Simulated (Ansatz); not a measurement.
# Work function of unrelaxed Au(100) films of 1 to 13 layers with PBE

The work function Φ, the vacuum level outside the film less the Fermi level, is calculated with PBE for Au(100) slabs of 1 to 13 atomic layers. The problem is to find how Φ approaches its thick-film value as layers are added, and how many layers suffice for a given accuracy. The thickest slab, with 13 layers, serves as the reference.

The answer matters for very thin gold electrodes, where Φ helps to set the barrier for charge entering a neighbouring semiconductor or molecular layer. It also helps in choosing a slab size for calculations of adsorption on gold. All films keep the square surface cell of the bulk crystal, whereas the clean face of real gold rebuilds its top layer into a denser, nearly hexagonal one.

## How the numbers were made

Ansatz 0.2.0, plane-wave Kohn-Sham DFT with its default PAW datasets at a cutoff of 420 eV. Symmetric 1×1 slabs of 1 to 13 layers are cut at the tabulated measured lattice constant with atoms at bulk places and 18 Å of vacuum. In-plane k-spacing 0.16 Å⁻¹ (2π included), Fermi-Dirac smearing of 0.1 eV, dipole correction on. Spin-paired. Scalar-relativistic, no spin-orbit coupling. PBE. The crystal is fcc; the mesh is the same for all thicknesses of a face.

Notes on method and selection:

- Confinement between the two faces quantises the states along the normal, so values can oscillate with thickness.
- The atoms are not relaxed; free films of one to three layers would take another lattice constant.
- Runs in which the search for lower states was switched off are not listed.
- Work functions and vacuum levels are read from the electrostatic potential (Hartree and local ionic parts), which a warning of a rough exchange-correlation potential in thin density does not concern.
- Error sizes named in these notes are rules of thumb and were not measured on these runs.
- The default PAW datasets of this version of Ansatz are the set soft_2.
- Runs that did not converge, have known faults or may not be shown are not listed, and runs on Ansatz's PAW sets soft_1 and soft_2 are kept to separate tables.

Columns:

- layers: number of atomic layers.
- thickness (Å): distance between the outermost atomic planes.
- Φ (eV): work function: vacuum level outside the slab less the Fermi level.
- ΔΦ to thickest (eV): work function less that of the thickest slab of the same face.

## Numbers

```
member     layers  thickness (Å)  Φ (eV)  ΔΦ to thickest (eV)
1 layer    1       0.00           6.004   0.9357
2 layers   2       2.04           5.334   0.2657
3 layers   3       4.08           5.168   0.0996
4 layers   4       6.12           5.095   0.0259
5 layers   5       8.16           ?       ?
6 layers   6       10.20          5.059   −0.0095
7 layers   7       12.24          5.072   0.0028
8 layers   8       14.28          5.075   0.0057
10 layers  10      18.36          5.093   0.0247
13 layers  13      24.48          5.069   0.0000
```

Cells marked ? are withheld until the estimate has been made.

## Why the values move as they do

Φ falls steeply at first and then levels off. The second layer lowers it by 6.004 − 5.334 = 0.670 eV, the third by 5.334 − 5.168 = 0.166 eV and the fourth by 5.168 − 5.095 = 0.073 eV. The first of these steps makes up 0.670 / 0.935 = 0.72 of the whole difference between 1 and 13 layers.

The count of neighbours changes in a similar way. An atom in the single layer has four nearest neighbours. In the two-layer film it has eight, as at the surface of a thick crystal, and further layers alter only what lies beneath. A possible mechanism is that added neighbours increase the overlap of the 6s states with the filled 5d shells. This pushes the antibonding states near the Fermi level upwards, towards the vacuum level, and so lowers Φ. The table does not test this mechanism, nor does it separate it from changes in the surface dipole, which also sets Φ. Screening in a metal acts within about one layer, which helps to explain why the surface soon ceases to sense the opposite face. The thinnest films are also held at the bulk lattice constant, which they would not keep if free, and this strain contributes to their values.

From 6 layers on there is no steady approach. Φ rises from 5.059 eV at 6 layers to 5.093 eV at 10 and falls back to 5.069 eV at 13. The five values have a mean of (5.059 + 5.072 + 5.075 + 5.093 + 5.069) / 5 = 5.074 eV and a standard deviation of 0.012 eV. Confinement between the two faces can cause such variation, because the quantised levels shift against the Fermi level as the film grows, but errors of k-mesh and smearing may be of similar size.

The 4-layer film, 0.026 eV above the reference, is thus about as close to it as the 10-layer film, at 0.025 eV. For one film of middle thickness, relaxation and spin-orbit coupling each raised Φ by an amount comparable to the variation among the thicker films. The absolute thick-film value is therefore less certain than the levelling-off itself.

## Predicting the missing value

Plain estimates from the members shown:

- 5 layers, straight-line interpolation between 4 layers and 6 layers: w = (5 − 4) / (6 − 4) = 0.500, so 5.095 + 0.500 × (5.059 − 5.095) = 5.077 eV

The 5-layer film lies where the steep fall runs out. A straight line between 4 and 6 layers gives 5.077 eV, but on a curve that flattens such a line runs too high. For 3 layers, the line between 2 and 4 gives (5.334 + 5.095) / 2 = 5.2145 eV, which is 5.2145 − 5.168 = 0.0465 eV above the calculated value.

A better route lets each drop be a constant fraction r of the one before. The drop from 3 to 4 layers is 5.168 − 5.095 = 0.073 eV, and the next two together amount to 5.095 − 5.059 = 0.036 eV. Hence 0.073 × (r + r²) = 0.036, so r = (√(1 + 4 × 0.036 / 0.073) − 1) / 2 = 0.362. The fifth layer then lowers Φ by 0.073 × 0.362 = 0.026 eV, which gives 5.095 − 0.026 = 5.069 eV.

The same route can be tried on two films that are shown:

- 3 layers: the next two drops together are 5.334 − 5.095 = 0.239 eV, so r = (√(1 + 4 × 0.239 / 0.670) − 1) / 2 = 0.279 and Φ = 5.334 − 0.670 × 0.279 = 5.147 eV, which is 0.021 eV too low.
- 4 layers, without the 5-layer value: the next three drops together are 5.168 − 5.059 = 0.109 eV. This is nearly met by r of about 0.41, since 0.166 × (0.41 + 0.41² + 0.41³) = 0.107, and Φ = 5.168 − 0.166 × 0.41 = 5.100 eV, which is 0.005 eV too high.

The root mean square of these misses is √((0.021² + 0.005²) / 2) = 0.015 eV. This is taken as the error and is close to the scatter of the thicker films. No further shift is added for confinement, since the sign of its effect at 5 layers cannot be read from the neighbouring films.

**Committed estimate, 5 layers: Φ = 5.069 ± 0.015 eV.**

## Outcome

```
member    layers  thickness (Å)  Φ (eV)  ΔΦ to thickest (eV)
5 layers  5       8.16           5.047   −0.0222
```

```
member    estimate       Φ (eV)  computed  estimate − computed  miss in error bars
5 layers  committed      5.069   5.047     +0.022               1.5
5 layers  interpolation  5.077   5.047     +0.030
```

The calculated work function of the 5-layer film is 5.047 eV. The estimate of 5.069 ± 0.015 eV is 0.022 eV too high and misses by 1.5 error bars. It still comes closer than the straight line between the neighbours, which is 0.030 eV too high.

The argument that such a line overestimates Φ on a flattening curve gave the right direction. The assumption of a constant ratio between successive drops failed. From the second layer to the fifth the drops are 0.670, 0.166, 0.073 and 0.048 eV, so each is a larger fraction of the one before: 0.166 / 0.670 = 0.25, 0.073 / 0.166 = 0.44 and 0.048 / 0.073 = 0.66. The sixth layer then raises Φ by 0.012 eV, where the estimate had assumed a further fall.

Φ therefore passes below the 13-layer value at 5 and 6 layers. Screening that merely weakens the influence of the far face would not by itself give such an undershoot. Quantised levels in the film can, although a difference of about 0.02 eV may also contain errors of k-mesh and smearing.

## Exceptions

The single layer stands far from all other films, 0.936 eV above the 13-layer slab. It has no layer beneath it, and each atom has only four nearest neighbours. Weaker overlap between the 6s and 5d states would leave the Fermi level deeper below the vacuum level, which agrees with the sign. The film is also held at the bulk lattice constant, and the table does not show whether this strain raises or lowers Φ.

The 2-layer film follows at 0.266 eV above the reference. Its atoms have as many nearest neighbours as those at a thick crystal's surface, so the remaining excess must have another origin. Confinement in a film only 2.04 Å thick is a possible contribution.

Among the films from 5 layers upwards, those with 5 and 10 layers lie farthest from the reference, at −0.022 and +0.025 eV. These departures are too small to be given a cause of their own.

## Comparison with experiment

```
member     quantity  measured  computed  computed − measured  conditions                                                                                                                      source
13 layers  Φ (eV)    5.22      5.069     −0.151               compiled values differ between sources by a tenth of an eV or more; this face reconstructs in experiment and the slab does not  [1]
```

Sources:

[1] "Properties of real metallic surfaces: Effects of density functional semilocality and van der Waals nonlocality" (2017, arXiv:1702.08515)

Only the 13-layer film has a measured counterpart, taken from a thick crystal. The computed 5.069 eV lies 0.151 eV below the measured 5.22 eV, a difference of 3%. Compiled values for this face differ by a tenth of an eV or more, so this single comparison does not establish the sign of the PBE error. The change with thickness is not compared with experiment here.

Relaxation and spin-orbit coupling, both left out here, would each narrow the difference a little, judging by the one film on which they were tried. Two further known effects would act in the direction of the difference. PBE commonly gives work functions of noble metals that are too low. The clean gold face also rebuilds into a denser top layer, and denser faces of a metal usually have the higher work function, whereas the slab keeps the more open square layer. How much each contributes depends on the state of the measured surface, which the table does not specify.

The difference is about six times the 0.025 eV by which the 10-layer film departs from the 13-layer one. Adding layers within this range would therefore not remove it.

## Summary

From 4 to 13 layers, every film shown lies within 0.026 eV of the thickest, while 3 layers are still 0.100 eV too high. The six films from 5 layers upwards have a mean of 5.069 eV and a standard deviation of 0.016 eV. Among them Φ rises from 5 to 10 layers and is lower again at 13.

The thermionic current over a contact barrier falls exponentially with the barrier height divided by kT, and kT is about 0.026 eV at room temperature. If the barrier followed Φ fully, the difference between the 4-layer and the 13-layer film would change this current by a factor of exp(0.0259 / 0.026) = 2.7, even though Φ itself changes by only 0.5%.

Where an accuracy of a few hundredths of an eV is wanted, relaxation and spin-orbit coupling should be considered before further layers are added.

[Logs are printed without paths, hosts, clocks, repeated set-up lines and the standing remarks that a program may print on its own settings, such as how far it seeks lower states.]
